# Current orthogonality and the counting of modes: margin comments

**Premises.** A periodic lead has cells $n\in\mathbb Z$ of length $a$, each with $N$ orthonormal orbitals. The amplitudes in cell $n$ form a column $\psi_n$. The Hamiltonian is Hermitian, acts on one particle and couples neighbouring cells only: $H_{00}=H_{00}^\dagger$ within a cell, $H_{01}=\langle n|H|n+1\rangle$ and $\langle n|H|n-1\rangle=H_{01}^\dagger$. At real energy $E$,

$$H_{01}^\dagger\psi_{n-1}+(H_{00}-E)\psi_n+H_{01}\psi_{n+1}=0 .\tag{1}$$

A mode is a solution $\psi_n=\lambda^n c$ with $c^\dagger c=1$. "Right" means increasing $n$. Notes 1 to 5 take $H_{01}$ invertible, and note 6 drops this.

## 1. Beside "define the current"

The form is fixed by continuity. Let $\phi,\psi$ obey $i\hbar\dot\psi=H\psi$. The $H_{00}$ terms cancel, and

$$i\hbar\,\frac{d}{dt}\,\phi_n^\dagger\psi_n=\phi_n^\dagger(H\psi)_n-(H\phi)_n^\dagger\psi_n=A_n-A_{n-1},\qquad A_n=\phi_n^\dagger H_{01}\psi_{n+1}-\phi_{n+1}^\dagger H_{01}^\dagger\psi_n .$$

Dividing by $i\hbar$ gives $\frac{d}{dt}\phi_n^\dagger\psi_n=J_{n-1}-J_n$ with

$$J_n(\phi,\psi)=\frac{i}{\hbar}\left(\phi_n^\dagger H_{01}\psi_{n+1}-\phi_{n+1}^\dagger H_{01}^\dagger\psi_n\right).\tag{2}$$

So $J_n(\psi,\psi)$ is the probability per unit time passing from cell $n$ to $n+1$. The form is Hermitian, $J_n(\phi,\psi)^*=J_n(\psi,\phi)$. If both states solve (1) at the same real $E$, their phases $e^{\mp iEt/\hbar}$ cancel in $\phi_n^\dagger\psi_n$, and $J_n=J_{n-1}$ for all $n$. Nothing here asks the states to be bounded.

## 2. Beside "the modes are orthogonal"

Insert $\phi_n=\lambda_a^nc_a$ and $\psi_n=\lambda_b^nc_b$ into (2):

$$J_n=(\lambda_a^*\lambda_b)^nJ_{ab},\qquad J_{ab}=\frac{i}{\hbar}\left(\lambda_b\,c_a^\dagger H_{01}c_b-\lambda_a^*\,c_a^\dagger H_{01}^\dagger c_b\right).\tag{3}$$

Conservation, $J_1=J_0$, reads

$$(\lambda_a^*\lambda_b-1)\,J_{ab}=0 .\tag{4}$$

Hence $J_{ab}=0$ unless $\lambda_a^*\lambda_b=1$. Three cases follow.

* For $a=b$ and $|\lambda|\ne1$, $J_{aa}=0$: a lone evanescent mode carries no current. Nor does any sum of modes that all decay the same way, since then $|\lambda_a^*\lambda_b|\neq1$ for every pair.
* Bloch modes with different $\lambda=e^{ika}$ have no cross current, and none with evanescent modes.
* A decaying mode couples only to a growing partner with $\lambda_b=1/\lambda_a^*$. This cross term is the tunnelling current of a finite barrier.

The orthogonality holds in the form $J$. The plain overlap $c_a^\dagger c_b$ need not vanish.

## 3. Beside "the signature is $(N,N)$"

With $H_{01}$ invertible, (1) and its reverse fix a solution from $X_n=(\psi_n,\psi_{n+1})^T$, so the solutions span $2N$ dimensions. Then $X_{n+1}=TX_n$ and $\hbar J(X,Y)=X^\dagger\Sigma Y$, with

$$T=\begin{pmatrix}0&1\\-H_{01}^{-1}H_{01}^\dagger&H_{01}^{-1}(E-H_{00})\end{pmatrix},\qquad \Sigma=\begin{pmatrix}0&iH_{01}\\-iH_{01}^\dagger&0\end{pmatrix}.$$

Conservation is $T^\dagger\Sigma T=\Sigma$. The eigenvalues of $T$ are the $\lambda$, with eigenvectors $(c,\lambda c)^T$, and none is zero because $T$ is invertible.

A lemma serves twice. Let $M=\begin{pmatrix}0&B\\B^\dagger&0\end{pmatrix}$ with $B$ of size $p\times q$. If $p>q$, some $x\ne0$ has $B^\dagger x=0$, and $(x,0)^T$ is a null vector. The case $q>p$ is alike, so an invertible $M$ has $p=q$. With $K=\mathrm{diag}(1,-1)$ in blocks, $KMK=-M$, so the spectrum is symmetric about zero. An invertible $M$ therefore has $p$ positive and $p$ negative eigenvalues. Since $M^2=\mathrm{diag}(BB^\dagger,B^\dagger B)$, they are $\pm$ the singular values of $B$.

For $B=iH_{01}$ this gives signature $(N,N)$. If $H_{01}$ has rank $r<N$, the signature is $(r,r)$ with $2(N-r)$ null directions.

## 4. Beside "the current is the group velocity"

For $\lambda=e^{ika}$ the mode equation is $H(k)c=Ec$ with $H(k)=H_{00}+H_{01}e^{ika}+H_{01}^\dagger e^{-ika}$. Comparing its derivative with (3) for two modes of equal $k$,

$$J_{ab}=\frac{1}{\hbar a}\,c_a^\dagger\frac{dH}{dk}c_b .\tag{5}$$

Rule (4) is silent when two bands cross at $(k,E)$. One then picks orthonormal $c$ that diagonalise the Hermitian matrix (5). By first-order degenerate perturbation theory the eigenvalues of $c_a^\dagger(dH/dk)c_b$ are the slopes of the branches, so $J_{aa}=v_a/a$ with $v_a=\hbar^{-1}dE_a/dk$.

**Premise for counting:** no branch through $E$ has zero slope. This excludes Jordan blocks of $T$ on the unit circle. Suppose $TX=\lambda X$, $TY=\lambda Y+X$, $|\lambda|=1$. For every eigenvector $Z$ of the same $\lambda$,

$$J(Z,Y)=J(TZ,TY)=|\lambda|^2J(Z,Y)+\lambda^*J(Z,X),$$

so $J(Z,X)=0$. Then $X$ is a null vector of (5), which is a zero slope.

## 5. Beside "there are $N$ outgoing solutions"

Evanescent modes may merge at branch points, where $T$ is defective, so the proof uses subspaces. Split the solution space into $W_<\oplus W_0\oplus W_>$, the sums of generalised eigenspaces with $|\lambda|<1$, $=1$, $>1$. Their dimensions count roots with multiplicity.

1. For $X\in W_<$, $T^nX$ decays exponentially up to a power of $n$. For $Y\in W_<\oplus W_0$, $T^nY$ stays bounded, since $W_0$ has no Jordan blocks. So $J(X,Y)=J(T^nX,T^nY)\to0$, and being independent of $n$ it is zero. The same argument with $T^{-n}$ gives $J=0$ between $W_>$ and $W_>\oplus W_0$.
2. In a basis adapted to the splitting, the Gram matrix of $J$ is block diagonal, with one block for $W_0$ and one for $W_<\oplus W_>$. It equals $U^\dagger\Sigma U/\hbar$ with $U$ invertible, so both blocks are invertible.
3. The evanescent block has the shape of the lemma. Thus $n_<=n_>=p$ and its signature is $(p,p)$.
4. By notes 2 and 4 the $W_0$ block is diagonal with entries $v_a/a$. Its signature is $(n_+,n_-)$, the numbers of right and left movers.
5. Sylvester's law of inertia says that $U^\dagger\Sigma U$ and $\Sigma$ share their signature: $(n_++p,\;n_-+p)=(N,N)$.

Therefore

$$n_++n_<=N,\qquad n_-+n_>=N,\qquad n_+=n_- .\tag{6}$$

Time-reversal symmetry was not used. The grouping in (6) is the causal one. Continuing $E(k)$ analytically to $E+i\eta$ with small $\eta>0$ shifts $k$ by $i\eta/\hbar v$, so $|\lambda|\simeq e^{-\eta a/\hbar v}$, and right movers enter the unit disc.

## 6. Beside "assume $H_{01}$ invertible"

The count survives without the assumption. Let $P(\lambda)=\det[H_{01}^\dagger+\lambda(H_{00}-E)+\lambda^2H_{01}]$, not identically zero. Taking the adjoint of the matrix at $1/\lambda^*$ gives $P(\lambda)=\lambda^{2N}P(1/\lambda^*)^*$. Roots therefore pair as $\lambda\leftrightarrow1/\lambda^*$, and a root of order $m$ at zero goes with a loss of $m$ in degree, counted as $m$ roots at infinity. So $n_<=n_>$. On the circle $P=\lambda^N\det[H(k)-E]$, so with nonzero slopes each branch crossing $E$ gives one root. The number of eigenvalues of $H(k)$ below $E$ is periodic in $k$. It falls by one at each rising crossing and grows by one at each falling crossing, so $n_+=n_-$. The total is $2N$, and (6) follows, with $\lambda=0$ standing for solutions that end after finitely many cells.

## 7. Range of validity

* Rule (4) needs one common real $E$ and a Hermitian $H$. Absorbing potentials and inelastic self-energies break it.
* At a band edge $v=0$ and two Bloch roots merge. Neither solution moves right or left, and (6) holds only through the limit $E+i0^+$.
* On a flat band $P\equiv0$ and no count exists.
* Hopping of finite range is covered by enlarging the cell, which enlarges $N$.
* For overlapping orbitals, $H_{01}\to H_{01}-ES_{01}$ and $H_{00}-E\to H_{00}-ES_{00}$ in (1). The form (2) built on these blocks is still independent of $n$, and (4) and (6) stand, while $J_{aa}=v_a/a$ then needs $c^\dagger S(k)c=1$.

## 8. A two-leg ladder with one closed channel

Equal legs would make the channels orthogonal by symmetry and test nothing. Take unequal legs, a toy for a wire with two transverse subbands:

$$H_{00}=\begin{pmatrix}\epsilon_1&-u\\-u&\epsilon_2\end{pmatrix},\qquad H_{01}=-D,\qquad D=\mathrm{diag}(t_1,t_2).$$

The illustrative inputs are $t_1=1$, $t_2=0.5$, $u=0.5$, $\epsilon_1=0$, $\epsilon_2=-0.5$ (all eV) and $a=0.30$ nm. All numbers below are the model's.

With $z=\lambda+1/\lambda$, (1) becomes $(H_{00}-E)c=zDc$. On the circle $H(k)=H_{00}-zD$ with $z=2\cos ka$, and $D>0$ makes both bands fall as $z$ rises, so their edges lie at $z=\pm2$. The lower band runs from $-2.309$ to $0.349$ eV and the upper from $-1.191$ to $2.151$ eV. At $E=-1.5$ eV the upper band lies $0.309$ eV higher, about $12\,k_BT$ at 300 K.

The secular equation, in eV, is $(1.5-z)(1-0.5z)=0.25$, with roots $z=1$ and $z=2.5$.

| channel | $z$ | $\lambda$ | $c$ | $c^\dagger Dc$ (eV) |
|---|---|---|---|---|
| open | $1$ | $e^{\pm i\pi/3}$ | $c_o=(1,1)^T/\sqrt2$ | $0.75$ |
| closed | $2.5$ | $1/2,\ 2$ | $c_e=(1,-2)^T/\sqrt5$ | $0.60$ |

Here (3) factorises, $\hbar J_{ab}=-i(\lambda_b-\lambda_a^*)\,c_a^\dagger Dc_b$, and each zero can be traced. Between channels $c_o^\dagger Dc_e\propto1\cdot1+0.5\cdot(-2)=0$, although $c_o^\dagger c_e=-0.316$. Between $e^{i\pi/3}$ and $e^{-i\pi/3}$, and on the diagonal for real $\lambda$, the factor $\lambda_b-\lambda_a^*$ vanishes. What remains is $\hbar J_{++}=2\sin(\pi/3)\times0.75=1.299$ eV $\equiv j_o$ and $\hbar J_{<>}=-i(2-\tfrac12)\times0.60=-ij_e$ with $j_e=0.900$ eV. In the order $(+,-,<,>)$,

$$\hbar J=\begin{pmatrix}j_o&0&0&0\\0&-j_o&0&0\\0&0&0&-ij_e\\0&0&ij_e&0\end{pmatrix}.$$

Its eigenvalues are $\pm j_o,\pm j_e$, those of $\Sigma$ are $\pm t_1,\pm t_2$. The values differ and the signature $(2,2)$ is shared, with $n_++n_<=1+1=N$. The open mode has $v=aj_o/\hbar=0.592$ nm/fs, and the amplitude of the closed one decays over $a/\ln2=0.433$ nm. The state $(A\,2^{-n}+B\,2^n)c_e$ carries $\hbar J=2\,\mathrm{Re}(-ij_eA^*B)=2j_e\,\mathrm{Im}(A^*B)$, which is zero if $A$ or $B$ is.

**A defect shows what the count is for.** Add an energy $V$ on leg 1 of cell 0 and send in $\lambda_o^nc_o$, with $\lambda_o=e^{i\pi/3}$, $\lambda_e=1/2$. By (6) the scattered wave has two outgoing amplitudes on each side. Both expansions hold up to cell 0 and must give the same $\psi_0$. The vectors $c$ depend on $z$ alone and are independent, so

$$\psi_n=\lambda_o^nc_o+r\,\lambda_o^{|n|}c_o+s\,\lambda_e^{|n|}c_e,\qquad \tau=1+r,$$

with $\tau$ the transmitted amplitude. In cell 0 the incident wave solves (1). A term $\lambda^{|n|}c$ leaves $(z-2\lambda)Dc=(\lambda^{-1}-\lambda)Dc$, and the sum of these remainders must cancel $V\chi\,(1,0)^T$, where $\chi$ is the leg-1 component of $\psi_0$. Projecting on $c_o$ and $c_e$, with $c_o^\dagger Dc_e=0$,

$$-ij_o\,r=-V\chi/\sqrt2,\qquad j_e\,s=-V\chi/\sqrt5,\qquad \chi=\frac{1+r}{\sqrt2}+\frac{s}{\sqrt5}.$$

With $g_o=V/2j_o$ and $g_e=V/5j_e$, elimination gives $\chi\,(1+g_e+ig_o)=1/\sqrt2$, and

$$r=\frac{-ig_o}{1+g_e+ig_o},\qquad \tau=\frac{1+g_e}{1+g_e+ig_o},\qquad s=\frac{-\sqrt{5/2}\;g_e}{1+g_e+ig_o}.$$

All cross terms vanish by (4), so $\hbar J$ is $(1-|r|^2)j_o$ on the left and $|\tau|^2j_o$ on the right. The formulas indeed give $|r|^2+|\tau|^2=1$ for every real $V$, with $s$ absent from the balance.

For $V=1$ eV, $g_o=0.385$ and $g_e=0.222$. Then $|r|^2=0.0902$, $|\tau|^2=0.9098$ and $|s|^2=0.0752$. Counting $|s|^2$ as outgoing flux would give a total of $1.0752$. Dropping the closed channel from the matching, $g_e\to0$, would give $|r|^2=g_o^2/(1+g_o^2)=0.129$. The evanescent mode carries no current, yet in this model it lowers the reflection from $0.129$ to $0.0902$.